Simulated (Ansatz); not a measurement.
## The dipole moment down a group: C to Sn

One atom is swapped for its congeners: C2H5Cl (chloroethane) `CCCl`; SiH2(CH3)Cl; GeH2(CH3)Cl; SnH2(CH3)Cl. All are singlets with charge 0.

Shapes, held fixed at every level: PBE0-D4/def2-TZVP. Programs: Ansatz 0.2.0. Values in D.

**Question.** How should the dipole moment change along the series?

**Answer.** At wB97M-V/def2-TZVPP the dipole moment isn't monotonic: it is largest for Sn and smallest for Si (2.95 and 1.83 D). Every level shows the same order. Measured values: NIST CCCBDB. For atoms past krypton def2 sets carry core potentials with scalar relativity. Relativity is left out for Ge unless named.

```csv
level,C2H5Cl,SiH2(CH3)Cl,GeH2(CH3)Cl,SnH2(CH3)Cl
PBE-D4/def2-TZVPP,1.98,1.80,2.36,2.84
r2SCAN-D4/def2-TZVPP,2.10,1.86,2.46,2.96
B3LYP-D4/def2-TZVPP,2.04,1.83,2.43,2.93
wB97M-V/def2-TZVPP,2.04,1.83,2.44,2.95
measured,2.05,–,–,–
```

The dipole moment dips from carbon to silicon and then rises through germanium to tin, so it doesn't simply follow the polarity of the bond to chlorine. The Si–Cl bond is more polar and longer than C–Cl, yet the molecular moment falls from 2.04 to 1.83 D at wB97M-V. The likely reason is a reversal in the other bonds: hydrogen and methyl carbon are more electronegative than silicon, so the Si–H and Si–C bond dipoles partly oppose that of Si–Cl, whereas in chloroethane the C–H bonds on the chlorinated carbon reinforce C–Cl. Donation from chlorine lone pairs into antibonding Si–H and Si–C orbitals probably lowers the moment further. Towards tin, the longer bond to chlorine increases the charge separation and weaker back-donation preserves more of it, which suggests that the chlorine contribution increasingly outweighs the opposing terms. The functionals differ by less than the steps between neighbouring molecules, so the order is robust among them. Total moments alone can't separate bond polarity from back-donation.
